**Addition energies of a hard-wall spherical dot, 1 to 28 electrons**

The table holds chemical potentials, addition energies, unpaired electrons, rms radii and highest eigenvalues from spin-polarised, m-averaged r2SCAN calculations (radks) for a sphere of radius 1.39 bohr* with no central charge. The program tests a constant-interaction model (level gap plus the plateau mean $U=0.880$ hartree*) and two parameter-free first-order models with frozen spherical Bessel orbitals, Hartree energy and either local spin-density or averaged Slater exchange. Constant interaction misses the closures at 18 and 20 electrons by 1.5 and 2.2 hartree*, while the frozen-orbital models reach rms misfits of 0.07 to 0.08 hartree* on the closed shells and overshoot the plateau by 0.06 to 0.07 (rms). Their worst row is 22 electrons, next to the change from 2s² 1f¹ to 2s¹ 1f³ that spin and radius indicate. The output also shows that the highest eigenvalue exceeds the chemical potential by about $U/2$ on average.

Spin-polarised Kohn-Sham calculations (radks 2 with Libxc, r2SCAN) for electrons in a hard-walled sphere of radius 1.39 bohr* with no central charge, in effective atomic units. Shells are m-averaged and filled by a greedy search that can miss a lower state; levels are numbered by radial order. The chemical potential is E(N)-E(N-1) and the addition energy E(N+1)+E(N-1)-2E(N).

## The fit in Python

```python
# Table: chemical potential, addition energy, spin, radius of a hard-wall spherical dot (radks, r2SCAN, R = 1.39 bohr*).
# Tested: (A) level gap + constant U; (B) frozen Bessel orbitals, Hartree + local spin exchange; (C) same, averaged Slater exchange.
T = {
    'electrons': [1, 2, 3, 4, 5, 6, 7, 8, 9, 10, 11, 12, 13, 14, 15, 16, 17, 18, 19, 20, 21, 22, 23, 24, 25, 26, 27, 28],
    'chemical_potential': [2.549, 3.775, 7.239, 8.116, 9.046, 10.4, 11.26, 12.17, 16.22, 17.09, 17.98, 18.87, 19.77, 21.05, 21.91, 22.78, 23.66, 24.55, 28.56, 29.97, 31.05, 31.84, 32.68, 33.55, 34.42, 35.3, 36.54, 37.39],  # hartree*
    'unpaired_electrons': [1, 0, 1, 2, 3, 2, 1, 0, 1, 2, 3, 4, 5, 4, 3, 2, 1, 0, 1, 0, 1, 4, 5, 6, 7, 8, 7, 6],
    'rms_radius': [0.7403, 0.7541, 0.7985, 0.8216, 0.8367, 0.8484, 0.8577, 0.8653, 0.8779, 0.8882, 0.8968, 0.9042, 0.9107, 0.9166, 0.9219, 0.9266, 0.931, 0.935, 0.9304, 0.9259, 0.9314, 0.9454, 0.9497, 0.9536, 0.9573, 0.9608, 0.9641, 0.9673],  # bohr*
    'highest_eigenvalue': [2.972, 4.201, 7.665, 8.577, 9.518, 10.82, 11.71, 12.63, 16.65, 17.53, 18.42, 19.32, 20.22, 21.48, 22.34, 23.22, 24.11, 25.0, 29.07, 30.46, 31.47, 32.25, 33.12, 33.99, 34.86, 35.73, 36.96, 37.81],  # hartree*
    'highest_level': ['1s up', '1s up', '1p up', '1p up', '1p up', '1p down', '1p down', '1p up', '1d up', '1d up', '1d up', '1d up', '1d up', '1d down', '1d down', '1d down', '1d down', '1d up', '2s up', '2s down', '1f up', '1f up', '1f up', '1f up', '1f up', '1f up', '1f down', '1f down'],
    'addition_energy': [None, 3.465, 0.877, 0.9298, 1.352, 0.8605, 0.9079, 4.052, 0.872, 0.8851, 0.8939, 0.8994, 1.284, 0.8586, 0.8721, 0.8817, 0.888, 4.008, 1.409, 1.078, 0.7943, 0.8404, 0.8694, 0.8713, 0.8727, 1.246, 0.8473, None],  # hartree*
}
import numpy as np
from scipy.special import spherical_jn as jn
from scipy.optimize import brentq
from sympy.physics.wigner import wigner_3j
R = 1.39  # setting from the caption
N = np.array(T['electrons'], int); mu = np.array(T['chemical_potential'], float)
add = {int(n): a for n, a in zip(N, T['addition_energy']) if a is not None}
nm = ['1s', '1p', '1d', '2s', '1f']; L = [0, 1, 2, 0, 3]; g = [2*l+1 for l in L]
x = np.array([brentq(lambda z: jn(l, z), a, a+1) for l, a in zip(L, [2.7, 4, 5.3, 5.8, 6.5])])
eps = x**2/(2*R*R); M = 700; h = R/M; r = (np.arange(M)+0.5)*h
u = np.array([r*jn(l, k*r/R) for l, k in zip(L, x)]); u /= np.sqrt((u**2).sum(1)*h)[:, None]
lo, hi = np.minimum.outer(r, r), np.maximum.outer(r, r); K = [lo**k/hi**(k+1)*h*h for k in range(7)]
F0 = u**2 @ K[0] @ (u**2).T; X = np.zeros((5, 5))
for a in range(5):
    for b in range(5):
        for k in range(abs(L[a]-L[b]), L[a]+L[b]+1, 2):
            if a != b or k > 0:
                X[a, b] += float(wigner_3j(L[a], k, L[b], 0, 0, 0))**2*(u[a]*u[b] @ K[k] @ (u[a]*u[b]))*(g[a]/(g[a]-1) if a == b else 1)
def occ(n, hole):  # shells in order, spin up first; hole = one 2s electron only
    up, dn = np.zeros(5), np.zeros(5)
    for a in range(5):
        m = min(n, 1 if (hole and a == 3) else 2*g[a]); up[a] = min(m, g[a]); dn[a] = m-up[a]; n -= m
    return up, dn
def parts(up, dn):  # kinetic, Hartree, local exchange, total B, total C
    n = up+dn; t = n @ eps; H = 0.5*n @ F0 @ n
    xl = sum(-0.75*(6/np.pi)**(1/3)*np.sum((s @ u**2/(4*np.pi*r*r))**(4/3)*4*np.pi*r*r)*h for s in (up, dn))
    xp = -0.5*n @ np.diag(F0)-sum(0.5*s @ X @ s-0.5*s @ np.diag(X) for s in (up, dn))
    return np.array([t, H, xl, t+H+xl, t+H+xp])
E = np.array([parts(*occ(n, n >= 22)) for n in range(29)]); D = {n: E[n+1]+E[n-1]-2*E[n] for n in add}
cl = {'closed': [2, 8, 18, 20], 'half': [5, 13, 19, 26], 'change': [21, 22]}
cl['inside'] = [n for n in add if n not in sum(cl.values(), [])]
ins = np.array([add[n] for n in cl['inside']]); U = ins.mean()
S = np.diff(np.r_[0, N*np.array(T['rms_radius'])**2]); d = np.array(T['highest_eigenvalue'])-mu
assert all((occ(n, n >= 22)[0]-occ(n, n >= 22)[1]).sum() == s for n, s in zip(N, T['unpaired_electrons']))
assert min(add[n] for n in (2, 8, 18)) > 3*U and all(0.3 < add[n]-U < 0.6 for n in cl['half'])
assert add[18]-D[18][0] > 2*U and add[20]-D[20][0] < 0
assert abs(S[21]-(2*S[22]-S[19])) < 0.1
print('energies in hartree*; rounding of addition energies 0.0005 or less, of mu up to 0.005')
print('levels x^2/2R^2: '+' '.join(f'{a} {e:.3f}' for a, e in zip(nm, eps))+'; gaps '+' '.join(f'{v:.3f}' for v in np.diff(eps)))
print('own-shell F0: '+' '.join(f'{a} {v:.3f}' for a, v in zip(nm, np.diag(F0))))
print(f'U (mean inside shells) {U:.3f}, range {ins.min():.3f}-{ins.max():.3f}; 1/R {1/R:.3f}; U*R {U*R:.2f}; 1/U {1/U:.2f} bohr*')
print(' N  table | kinetic Hartree exch(B) |   A      B      C   | A-tab  B-tab  C-tab')
for n in add:
    m = [D[n][0]+U, D[n][3], D[n][4]]
    print(f'{n:2d} {add[n]:6.3f} | {D[n][0]:6.3f} {D[n][1]:6.3f} {D[n][2]:6.3f} | '+' '.join(f'{v:6.3f}' for v in m)+' | '+' '.join(f'{v-add[n]:+6.3f}' for v in m))
res = {n: np.array([D[n][0]+U, D[n][3], D[n][4]])-add[n] for n in add}
for c, v in cl.items():
    print(f'rms misfit A, B, C, {c} rows: '+' '.join(f'{q:.3f}' for q in np.sqrt(np.mean([res[n]**2 for n in v], 0))))
print('worst rows A, B, C: '+', '.join(f'N={max(res, key=lambda n: abs(res[n][i]))}' for i in range(3)))
print('table minus level gap: '+' '.join(f'N={n} {add[n]-D[n][0]:+.3f}' for n in cl['closed'])+f'; (N=18+19+20 minus 1d-1f gap {eps[4]-eps[2]:.3f})/3 = {(add[18]+add[19]+add[20]-eps[4]+eps[2])/3:.3f}')
print('table minus U: '+' '.join(f'N={n} {add[n]-U:+.3f}' for n in cl['half']+[18, 20, 21, 22]))
print(f'N=1: exact {eps[0]:.3f}, mu {mu[0]:.3f}, eigenvalue excess {mu[0]+d[0]-eps[0]:.3f}; mu(2)-mu(1) {mu[1]-mu[0]:.3f}; mu(28) table {mu[-1]:.2f} B {E[28,3]-E[27,3]:.2f} C {E[28,4]-E[27,4]:.2f}')
print(f'eigenvalue - mu: {d.min():.3f} (N={N[d.argmin()]}) to {d.max():.3f} (N={N[d.argmax()]}), mean {d.mean():.3f}; U/2 {U/2:.3f}')
print('rise of N*rms^2, bohr*^2: '+' '.join(f'N={n} {S[n-1]:.2f}' for n in range(18, 25))+f'; 2 x N=23 minus N=20: {2*S[22]-S[19]:.2f}')
print('frozen <r^2>, bohr*^2: '+' '.join(f'{a} {v:.3f}' for a, v in zip(nm, u**2 @ r**2*h)))
print('E(2s hole)-E(2s full), B/C: '+' '.join('N=%d %+.2f/%+.2f' % (n, *(parts(*occ(n, True))-parts(*occ(n, False)))[3:]) for n in (20, 21, 22, 26, 28)))
```

Output:

```
energies in hartree*; rounding of addition energies 0.0005 or less, of mu up to 0.005
levels x^2/2R^2: 1s 2.554 1p 5.225 1d 8.596 2s 10.216 1f 12.637; gaps 2.671 3.371 1.620 2.420
own-shell F0: 1s 1.285 1p 1.097 1d 1.015 2s 1.356 1f 0.966
U (mean inside shells) 0.880, range 0.847-0.930; 1/R 0.719; U*R 1.22; 1/U 1.14 bohr*
 N  table | kinetic Hartree exch(B) |   A      B      C   | A-tab  B-tab  C-tab
 2  3.465 |  2.671  0.952 -0.193 |  3.551  3.430  3.458 | +0.086 -0.035 -0.007
 3  0.877 |  0.000  1.097 -0.148 |  0.880  0.949  0.967 | +0.003 +0.072 +0.090
 4  0.930 |  0.000  1.097 -0.109 |  0.880  0.988  0.967 | -0.049 +0.058 +0.037
 5  1.352 |  0.000  1.097  0.257 |  0.880  1.354  1.359 | -0.472 +0.002 +0.007
 6  0.861 |  0.000  1.097 -0.148 |  0.880  0.949  0.967 | +0.020 +0.089 +0.106
 7  0.908 |  0.000  1.097 -0.109 |  0.880  0.988  0.967 | -0.027 +0.080 +0.059
 8  4.052 |  3.371  0.616 -0.028 |  4.252  3.959  3.997 | +0.200 -0.093 -0.055
 9  0.872 |  0.000  1.015 -0.079 |  0.880  0.935  0.933 | +0.008 +0.063 +0.061
10  0.885 |  0.000  1.015 -0.069 |  0.880  0.946  0.933 | -0.005 +0.061 +0.048
11  0.894 |  0.000  1.015 -0.061 |  0.880  0.953  0.933 | -0.013 +0.060 +0.039
12  0.899 |  0.000  1.015 -0.055 |  0.880  0.959  0.933 | -0.019 +0.060 +0.034
13  1.284 |  0.000  1.015  0.264 |  0.880  1.279  1.339 | -0.404 -0.005 +0.055
14  0.859 |  0.000  1.015 -0.079 |  0.880  0.935  0.933 | +0.022 +0.077 +0.075
15  0.872 |  0.000  1.015 -0.069 |  0.880  0.946  0.933 | +0.008 +0.074 +0.061
16  0.882 |  0.000  1.015 -0.061 |  0.880  0.953  0.933 | -0.001 +0.072 +0.052
17  0.888 | -0.000  1.015 -0.055 |  0.880  0.959  0.933 | -0.008 +0.071 +0.045
18  4.008 |  1.620  2.456 -0.015 |  2.501  4.061  4.137 | -1.507 +0.053 +0.129
19  1.409 |  0.000  1.356  0.000 |  0.880  1.356  1.356 | -0.529 -0.053 -0.053
20  1.078 |  2.420 -1.398 -0.018 |  3.301  1.005  1.013 | +2.223 -0.073 -0.065
21  0.794 |  2.420 -1.524 -0.158 |  3.301  0.738  0.707 | +2.506 -0.056 -0.088
22  0.840 | -2.420  3.414  0.024 | -1.540  1.018  1.004 | -2.380 +0.178 +0.164
23  0.869 |  0.000  0.966 -0.039 |  0.880  0.927  0.906 | +0.011 +0.057 +0.037
24  0.871 | -0.000  0.966 -0.037 |  0.880  0.929  0.906 | +0.009 +0.058 +0.035
25  0.873 |  0.000  0.966 -0.036 |  0.880  0.931  0.906 | +0.008 +0.058 +0.034
26  1.246 |  0.000  0.966  0.276 |  0.880  1.242  1.362 | -0.366 -0.004 +0.116
27  0.847 |  0.000  0.966 -0.050 |  0.880  0.916  0.906 | +0.033 +0.069 +0.059
rms misfit A, B, C, closed rows: 1.347 0.067 0.078
rms misfit A, B, C, half rows: 0.447 0.027 0.070
rms misfit A, B, C, change rows: 2.444 0.132 0.131
rms misfit A, B, C, inside rows: 0.020 0.068 0.058
worst rows A, B, C: N=21, N=22, N=22
table minus level gap: N=2 +0.794 N=8 +0.681 N=18 +2.388 N=20 -1.342; (N=18+19+20 minus 1d-1f gap 4.041)/3 = 0.818
table minus U: N=5 +0.472 N=13 +0.404 N=19 +0.529 N=26 +0.366 N=18 +3.128 N=20 +0.198 N=21 -0.086 N=22 -0.040
N=1: exact 2.554, mu 2.549, eigenvalue excess 0.418; mu(2)-mu(1) 1.226; mu(28) table 37.39 B 38.53 C 38.53
eigenvalue - mu: 0.410 (N=22) to 0.510 (N=19), mean 0.442; U/2 0.440
rise of N*rms^2, bohr*^2: N=18 1.00 N=19 0.71 N=20 0.70 N=21 1.07 N=22 1.45 N=23 1.08 N=24 1.08; 2 x N=23 minus N=20: 1.46
frozen <r^2>, bohr*^2: 1s 0.546 1p 0.724 1d 0.848 2s 0.620 1f 0.941
E(2s hole)-E(2s full), B/C: N=20 -0.00/+0.00 N=21 -0.09/-0.10 N=22 -0.18/-0.20 N=26 -0.50/-0.61 N=28 -0.33/-0.32
```
